An atom in a solid can vibrate in three directions, so a solid has three vibrational modes per atom. When hot, each mode stores an energy $kT$ and contributes one $k$ to the heat capacity, where $k$ is the Boltzmann constant (kB in the table). The vibrational heat capacity therefore tends to 3 kB per atom, about 25 J/K per mole of atoms, whatever the masses and bonds. Once it is there, each doubling of the temperature adds $3\ln 2$, or about 2 kB per atom, to the entropy.

These two numbers already give the shape of the table below, which holds harmonic PBE results for a metallic, possibly hypothetical Ga₂SnO crystal. They leave two questions open: how far the heat capacity still is from its limit, and from what level the entropy starts its climb. Each takes one material parameter, and a single known row supplies both.

Ga₂SnO (space group I4/mcm) computed with Ansatz 0.2.0: scalar-relativistic PBE, plane waves with PAW, no spin polarization, 420 eV cutoff, 8×8×8 k mesh, Gaussian smearing of 0.1 eV. Phonons are from linear response on a 2×2×2 q mesh. The values are harmonic, at constant volume, and the free energy includes the zero-point energy.

```csv
temperature (K),phonon entropy (kB/atom),phonon free energy (meV/atom),phonon heat capacity (kB/atom)
100,1.655,25.0,1.922
200,3.247,3.5,2.602
300,4.347,-29.5,2.806
400,5.167,-70.7,2.887
500,5.816,-118.1,2.926
600,6.351,-170.6,2.948
700,6.807,-227.3,2.962
800,7.203,-287.7,2.971
900,7.553,-351.3,2.977
1000,7.867,-417.8,2.981
```

**Why two parameters are needed**

A mode of frequency $\nu$ can take up energy only in portions $h\nu$. If $kT$ is small compared with that portion, the mode stays near its ground state and adds little to the heat capacity. It is convenient to quote each frequency as a temperature, $\theta=h\nu/k$. In this crystal the hardest mode at the zone centre has $\theta\approx 540$ K, so at 100 K it is almost frozen, while the soft modes are already close to their full share.

The first quantum correction to the heat capacity grows with the square of the frequency, so the stiff modes dominate what is missing from 3 kB. The hot entropy depends on the logarithm of the frequency instead. A given percentage change then counts equally in a soft and in a stiff mode. The heat capacity thus calls for a root-mean-square frequency and the entropy for a geometric mean, which is lower whenever the frequencies differ.

**The rule**

For a harmonic solid the heat capacity per atom starts, on the hot side, as $C/k=3(1-a^2/T^2+\dots)$, where $a$ is the root-mean-square $\theta$ divided by $\sqrt{12}$. Cut off there, the series fails in the cold: at 100 K it gives only 1.1 kB. A fraction with the same first correction behaves better, and integrating it gives the entropy $S$ and the free energy $F$. With $R=\sqrt{T^2+a^2}$ and the geometric mean frequency $g$, both in kelvin,

$$C=3k\,\frac{T^2}{R^2},\qquad S=3k\left(1+\ln\frac{R}{g}\right),$$

$$F=3k\left[T\ln\frac{g}{R}+a\arctan\frac{a}{T}\right].$$

The angle is in radians. The free energy needs no third parameter, because the hot limit of the harmonic oscillator fixes its level, zero-point energy included. In the entropy, the rule allows for quantum mechanics simply by replacing $T$ in the logarithm by the larger $R$.

**Getting the parameters from the 300 K row**

The heat capacity of 2.806 kB gives $a=300\sqrt{3/2.806-1}\approx 78.9$ K, and hence $R=310.2$ K. The entropy of 4.347 kB then gives $\ln(R/g)=(4.347-3)/3=0.449$, so $g\approx 198$ K. A row of this kind is a good choice because the heat capacity is several per cent below 3, which can be read off accurately. At 1000 K the shortfall is only 0.019 kB, and rounding blurs the estimate of $a$ about ten times as much.

The parameter $a$ also has the meaning that theory gives it. It implies a root-mean-square frequency of 273 K, and the 24 zone-centre modes of the same calculation give 271 K when the three acoustic modes are counted with their frequency of zero; the 21 optical modes alone would give 290 K. They are only a sample of the spectrum, but averaged over all 24 they would have been enough to estimate $a$ here.

**Two rows worked by hand**

Neither of these rows was used to set the parameters. At 1000 K, $R=1003$ K and $\ln(R/g)=1.623$. With $3k=0.2585$ meV/K,

$$S=3+3\times1.623=7.87\ \text{kB},$$

$$F=0.2585\times(-1623+6)=-418\ \text{meV}.$$

The table has 7.867 kB and −417.8 meV per atom. The arctangent term contributes only the 6 in the bracket, and using $R$ instead of $T$ in the logarithm takes back about half of that, so the hot free energy is nearly all logarithm.

At 100 K, $R=127.4$ K has fallen below $g$, and the logarithm changes sign:

$$C=3\times(100/127.4)^2=1.85\ \text{kB},$$

$$S=3-3\times0.441=1.68\ \text{kB},$$

$$F=0.2585\times(44.1+52.7)=25.0\ \text{meV}.$$

The heat capacity comes out 4 % below the table and the entropy 1 % above it, while the free energy agrees. More than half of the bracket is now the arctangent term, which in the cold stands in for the zero-point energy.

**How good it is, and why one frequency is not enough**

From 200 K upward the rule reproduces the heat capacity within 0.006 kB and the entropy within about 0.001 kB per atom. The free energies played no part in setting the parameters, and they agree within about 0.1 meV per atom in all ten rows. Since entropy is the slope of the free energy and the harmonic hot limit fixes the level, this agreement follows largely from that of the entropy and is not an independent test. The complete comparison is in the output printed after this text.

The obvious shortcut is to give all modes the single frequency $g$, which is Einstein's model. It does well when hot, but at 100 K its heat capacity is 0.26 kB too high and its free energy 3 meV per atom too low. It has no stiff modes to freeze out and too little zero-point energy.

A single Debye temperature meets the same difficulty. The hot entropy asks for 276 K and the heat capacity for 353 K. Taking the second value to predict the hot entropy would cost $3\ln(353/276)\approx0.7$ kB per atom. A Debye temperature should therefore be used only for the property from which it was obtained, unless the spectrum is known to resemble Debye's.

The cause is the shape of the spectrum. The root-mean-square frequency is 1.38 times the geometric mean here, against 1 for Einstein's model and 1.08 for Debye's. The optical modes at the zone centre run from about 40 to 380 cm⁻¹, with many soft modes and a separate stiff group that lies above either Debye cutoff. Oxygen is much lighter than gallium and tin and sits close to four gallium atoms, so it probably carries most of the stiffest modes. The count fits: the two oxygen atoms of the cell have six degrees of freedom, and six zone-centre modes, two pairs and two single ones, lie between 268 and 377 cm⁻¹, with the next one down at 225 cm⁻¹. The atomic motions in each mode would show how pure they are. In a neighbouring compound, heavier atoms or softer bonds lower $g$ and raise the hot entropy, while light atoms in stiff bonds raise $a$ and delay the approach to 3 kB.

**Where the rule stops**

Below 100 K the table offers no test, and the formulas go wrong in a known way. At absolute zero they leave an entropy of 0.24 kB per atom where there should be none, and the heat capacity falls as $T^2$ instead of the $T^3$ of a real lattice. The zero-point energy fares better, at 32.0 meV per atom against the calculated 30.9. The miss at 100 K already shows the trouble coming, so low-temperature work needs the actual spectrum. The limit is set by $T/a$ rather than by a fixed temperature: here the rule is close from about $2.5a$ upward, and a stiffer solid pushes that limit higher. The sign of the cold errors depends on the spectrum; for a narrow one the rule is expected to give too high a heat capacity and a negative entropy at absolute zero.

At higher temperatures the frequencies matter more than the formula. If all of them were 5 % lower, the hot entropy would rise by 0.15 kB and the free energy at 1000 K would drop by 13 meV per atom, a hundred times the misfit of the rule. An error of that kind is possible here, because the soft branches are interpolated from a coarse mesh of wavevectors, the phonons of a metal also depend on the k mesh used for its electrons, and no convergence test is available for either. The same figure shows what is at stake when two crystal forms are compared: a small overall difference in stiffness can decide which is favoured when hot.

The calculation also keeps the volume fixed and the vibrations harmonic, and it leaves out the heat taken up by the electrons of this metal. That share grows in proportion to $T$ and at 1000 K is expected to exceed the 0.019 kB shortfall, so a measured heat capacity would give too small an $a$ unless it is subtracted. A heat balance at constant pressure needs a heat capacity that also includes thermal expansion, and that heat capacity can exceed 3 kB per atom. The change of sign of the free energy between 200 and 300 K is no phase transition; it only marks where the entropy term outweighs the vibrational energy. Whether this compound would survive at 1000 K is a separate question, which requires the free energies of its possible decomposition products.

Numerical output:

```
parameter a from 300 K [K]: 78.88
geometric mean frequency g from 300 K [K]: 198
rms frequency implied by a [K]: 273.3
rms frequency of the 24 zone-centre modes [K]: 271.1
mean frequency from zero-point energy [K]: 238.9
hardest zone-centre mode [K]: 542.7
Debye temperature that fits the entropy when hot [K]: 276.3
Debye temperature that fits the zero-point energy [K]: 318.5
Debye temperature that fits the heat capacity when hot [K]: 352.8
Rule worked out:
   row  root of T2+a2 [K]  ln(g/root)  a atan(a/T) [K]  C rule [kB]  S rule [kB]  F rule [meV]
   100              127.4      0.4411            52.68        1.849        1.677         25.02
   200                215     -0.0824            29.63        2.596        3.247         3.401
   300              310.2      -0.449            20.28        2.806        4.347        -29.58
   400              407.7     -0.7223            15.36        2.888        5.167        -70.72
   500              506.2     -0.9387            12.34        2.927        5.816        -118.1
   600              605.2      -1.117            10.31        2.949        6.352        -170.6
   700              704.4      -1.269            8.852        2.962        6.808        -227.4
   800              803.9      -1.401            7.753        2.971        7.204        -287.8
   900              903.5      -1.518            6.896        2.977        7.554        -351.4
  1000               1003      -1.623             6.21        2.981        7.868        -417.9
Estimate less table:
   row  C rule [kB]  S rule [kB]  F rule [meV]  C Einstein [kB]  S Einstein [kB]  F Einstein [meV]
   100      -0.0727      0.02159       0.02417           0.2638          -0.2576             -3.25
   200    -0.005855    0.0002032      -0.09941           0.1646          -0.0971            -1.928
   300    4.441e-16            0       -0.0793          0.08744         -0.04642            -1.328
   400    0.0006978   -3.165e-06      -0.02436          0.05249         -0.02679           -0.9688
   500     0.001145    7.565e-05      -0.04439          0.03511         -0.01728            -0.803
   600     0.001028    0.0008682      -0.03926          0.02493         -0.01126           -0.6728
   700    0.0003815    0.0005433      -0.08773          0.01808        -0.008405           -0.6315
   800    0.0001134    0.0007226      -0.09474          0.01373        -0.006146            -0.571
   900    0.0001298     0.001037       -0.1101          0.01093          -0.0044           -0.5337
  1000    0.0004483    0.0009446      -0.08172         0.009219        -0.003465           -0.4631
heat capacity at 100 K from the cut series [kB/atom]: 1.133
false entropy of the rule at zero temperature [kB/atom]: 0.2392
zero-point energy from the rule [meV/atom]: 32.03
entropy gain per doubling of T in the hot limit [kB/atom]: 2.079
entropy gain from 500 to 1000 K in the table [kB/atom]: 2.051
entropy change if all frequencies fall by 5 percent, hot limit [kB/atom]: 0.1539
free energy change at 1000 K if all frequencies fall by 5 percent [meV/atom]: -13.26
```
